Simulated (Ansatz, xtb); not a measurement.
# Relative energy of two conformers of CH4FISi

Structure I: `F[SiH2]CI`, a singlet. Structure II: `F[SiH2]CI`, a singlet. Both are isolated molecules in the gas phase, relaxed with B3LYP-D3(BJ)/def2-SVP.

I (Å):

```json
{"atom": "C", "x (Å)": "-0.1938", "y (Å)": "1.3695", "z (Å)": "-0.6126"}
{"atom": "F", "x (Å)": "-1.3842", "y (Å)": "-0.9560", "z (Å)": "-1.7695"}
{"atom": "I", "x (Å)": "-0.6822", "y (Å)": "2.6941", "z (Å)": "-2.2764"}
{"atom": "Si", "x (Å)": "0.0263", "y (Å)": "-0.4072", "z (Å)": "-1.1743"}
{"atom": "H", "x (Å)": "1.0614", "y (Å)": "-0.4972", "z (Å)": "-2.2326"}
{"atom": "H", "x (Å)": "0.3759", "y (Å)": "-1.2445", "z (Å)": "0.0068"}
{"atom": "H", "x (Å)": "0.7282", "y (Å)": "1.7697", "z (Å)": "-0.1670"}
{"atom": "H", "x (Å)": "-1.0115", "y (Å)": "1.4789", "z (Å)": "0.1130"}
```

II (Å):

```
atom    x (Å)    y (Å)    z (Å)
   C   1.2076  -0.3878   0.2137
   F  -1.3007   0.6228   1.0998
   I   3.3433   0.0674   0.3105
  Si   0.2967   0.9508   1.1655
   H   0.7162   0.9340   2.5880
   H   0.5267   2.2700   0.5279
   H   0.9504  -0.4191  -0.8533
   H   1.0894  -1.3903   0.6455
```

Energies in hartree; the thermal terms are from B3LYP-D3(BJ)/def2-SVP harmonic frequencies (ideal gas, rigid rotor, one conformer each, 298.15 K, 1 atm) and include the zero-point energy:

|  | I | II |
| --- | --- | --- |
| E, CCSD(T)/def2-SVP | −725.672189 | −725.674009 |
| E, MP2/def2-SVP | −725.621196 | −725.623109 |
| E, MP2/def2-TZVPP | −726.414726 | −726.417197 |
| zero-point energy | 0.047220 | 0.047314 |
| H(298 K) − E | 0.053898 | 0.054035 |
| G(298 K) − E | 0.015419 | 0.015672 |

Problem. Correct the CCSD(T) difference for the basis set by the MP2 change, then work out ΔE, ΔE₀, ΔH and ΔG for I → II in kJ/mol (1 Eh = 2625.50 kJ/mol) and the equilibrium ratio [II]/[I].

Solution. 1. Differences II − I: CCSD(T) −0.001820, MP2 in the small set −0.001913, MP2 in the large set −0.002471 Eh.
2. ΔE = −0.001820 + (−0.002471 − (−0.001913)) = −0.002378 Eh = −6.24 kJ/mol.
3. ΔE₀ = ΔE + ΔZPE = −0.002378 + (+0.000094) Eh = −6.00 kJ/mol.
4. ΔH = ΔE + (+0.000137) Eh = −5.88 kJ/mol.
5. ΔG = ΔE + (+0.000253) Eh = −5.58 kJ/mol, so ΔS = (ΔH − ΔG)/T = −1.0 J/(mol K).
6. kT = 0.9442 mEh, so K = [II]/[I] = exp(−ΔG/kT) = exp(+2.25) ≈ 9.5.

Structure II is favoured at this temperature. An error of 4 kJ/mol in ΔG would change K by a factor of 5. Mirror images and further conformers aren't counted.

Other levels gave ΔE = −4.7 (B3LYP-D3(BJ)/def2-SVP); −4.2 (HF/def2-SVP); −5.0 (MP2/def2-SVP); −4.8 (CCSD(T)/def2-SVP) kJ/mol. The correlated steps freeze 11 core orbitals; the filled d shell of I is correlated, in a basis made for valence electrons. Atoms past krypton carry core potentials in the def2 sets, without spin–orbit terms. Programs: Ansatz 0.2.0.

The coordinates identify I as the gauche and II as the anti rotamer about the Si–C bond, and every level listed favours anti. The likely main cause is electrostatic: the Si–F and C–I bond dipoles largely oppose each other in II, whereas in I they partly reinforce and the two negatively polarised halogens lie closer together. Hyperconjugation would pull the other way, since the gauche form places a donating Si–H bond anti to the C–I σ* orbital; this suggests that it is too weak here to produce a gauche preference. Hartree–Fock already gives −4.2 kJ/mol, so the preference doesn't depend on electron correlation. Zero-point and thermal terms only trim it slightly.

The gauche form is chiral and the anti form effectively has a mirror plane, so counting both gauche enantiomers would halve the calculated anti-to-gauche ratio but leave anti the major rotamer. The gas-phase preference can't be carried over to polar solvents, which should stabilise the probably more polar gauche form.
